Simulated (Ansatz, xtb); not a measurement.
How methods differ on GeH3O (SMILES [OH][GeH2])

GeH3O has 5 atoms, charge 0, and is taken as a doublet. SMILES: `[OH][GeH2]`. The shape is that of a PBE0-D4/def2-TZVP optimisation. This is one conformer, not always the lowest.

Each level gives the electronic atomisation energy (eV). The values are calculated. Electronic energies at fixed atoms, without zero-point motion or spin-orbit coupling.

| level | kind | program | value (eV) | CPU time (all runs) |
| --- | --- | --- | --- | --- |
| GFN2-xTB | semi-empirical | xtb | 20.03 | under 2 s |
| GFN0-xTB | semi-empirical | xtb | 19.86 | under 2 s |
| GFN1-xTB | semi-empirical | xtb | 23.46 | under 2 s |
| UHF/STO-3G | Hartree–Fock | Ansatz | 12.20 | 0.42 s |
| UHF/3-21G | Hartree–Fock | Ansatz | 8.85 | 0.62 s |
| U-revPBE/STO-3G | GGA | Ansatz | 17.91 | 8.4 s |
| UBLYP/STO-3G | GGA | Ansatz | 18.43 | 8.5 s |
| UPBE/STO-3G | GGA | Ansatz | 18.46 | 8.5 s |
| U-r2SCAN/STO-3G | meta-GGA | Ansatz | 18.08 | 28 s |
| U-r2SCAN0/STO-3G | hybrid meta-GGA | Ansatz | 17.42 | 20 s |

All-electron rows without a relativistic Hamiltonian named are non-relativistic. The values span 8.85 to 23.46 eV. Spin contamination of the reference (⟨S²⟩ at least 0.1 too high) touches U-revPBE/STO-3G, UBLYP/STO-3G, UPBE/STO-3G, U-r2SCAN/STO-3G, U-r2SCAN0/STO-3G. The xTB rows lack spin polarisation, so open shells miss the exchange term that lowers them. All rows use very small basis sets, so even the best lies far from the true value. Times are those of the runs behind each value, whatever else they computed, on shared processors of several kinds: orders of magnitude only.

Both Hartree–Fock values lie below all the others, and changing only the basis, from STO-3G to 3-21G, lowers the result from 12.20 to 8.85 eV. That shift exceeds the whole spread among the density functionals, so their closeness in a shared basis is no sign of convergence.

Atomisation is a demanding test here because it breaks every Ge–H, Ge–O and O–H bond and turns a radical with one unpaired electron into open-shell atoms with many. Errors in describing electron pairs therefore cancel poorly between molecule and fragments, and the low Hartree–Fock results probably reflect the missing opposite-spin correlation that bond formation would add. The semi-empirical results are no firmer guide: GFN1-xTB gives 23.46 eV against 20.03 eV for GFN2-xTB, although the two belong to the same family.

The data support a strong dependence on both method and basis, but not a ranking of the functionals by accuracy. Nor can a total atomisation energy show how strong the Ge–O bond is, or whether this radical is stable against rearrangement.
